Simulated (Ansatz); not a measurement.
**Ligand exchange: GaH2(CH3) + C2H7N → GaH2(NH2) + C3H8**

Species: GaH2(CH3), singlet; C2H7N (ethanamine) `CCN`, singlet; GaH2(NH2), singlet; C3H8 (propane) `CCC`, singlet. The partners trade CH3 for NH2: Ga–CH3 and C–NH2 bonds give way to Ga–NH2 and C–CH3.

Shapes, held fixed at every level: PBE0-D4/def2-TZVP. Flexible molecules stand in one conformer, not always the lowest. Programs: Ansatz 0.2.0. Electronic energies: no zero-point or thermal term.

Problem. Estimate ΔE of this reaction.

Solution. The highest level, CCSD(T)/def2-TZVPP, gives ΔE = -98.4 kJ/mol; the levels span -106.9 to -92.5. The column of differences is taken from that level and isn't an error. No measured value is set beside it here. Relativity is left out for Ga. Outer-core shells of Ga are correlated in most correlated rows, in sets that cover them unevenly.

| level | kind | ΔE (kJ/mol) | less CCSD(T)/def2-TZVPP |
| --- | --- | --- | --- |
| HF/def2-SVP | Hartree–Fock | -94.3 | +4.1 |
| HF/def2-TZVPP | Hartree–Fock | -96.2 | +2.2 |
| PBE0-D4/def2-TZVPP | global hybrid | -92.5 | +5.9 |
| r2SCAN0-D4/def2-TZVPP | global hybrid | -96.9 | +1.5 |
| MP2/def2-SVP | perturbation theory | -106.9 | -8.5 |
| CCSD(T)/def2-SVP | coupled cluster or CI | -104.4 | -6.0 |
| CCSD/def2-SVP | coupled cluster or CI | -103.3 | -4.9 |
| CCSD(T)/def2-TZVPP | coupled cluster or CI | -98.4 | 0.0 |

The exchange is strongly exothermic at every level, so its direction is not in doubt for these isolated monomers. The driving force is the preference of electropositive gallium for the more electronegative partner: replacing Ga–C by Ga–N gains more in bond polarity than is lost when C–N gives way to C–C. Donation from the nitrogen lone pair into the formally empty 4p orbital of three-coordinate gallium probably helps, though total energies cannot separate it from the polar σ contribution.

Hartree–Fock already recovers most of the exothermicity, as expected when electron pairs are conserved and correlation largely cancels. That cancellation is less complete in the smaller basis, where coupled cluster gives -104.4 kJ/mol against -98.4 in the larger one. Triples matter little there, and most of MP2's offset from the reference reflects the basis rather than the perturbative treatment. The result does not describe the bulk amide, since aminogallanes tend to associate through Ga–N bridges, which would add further driving force.
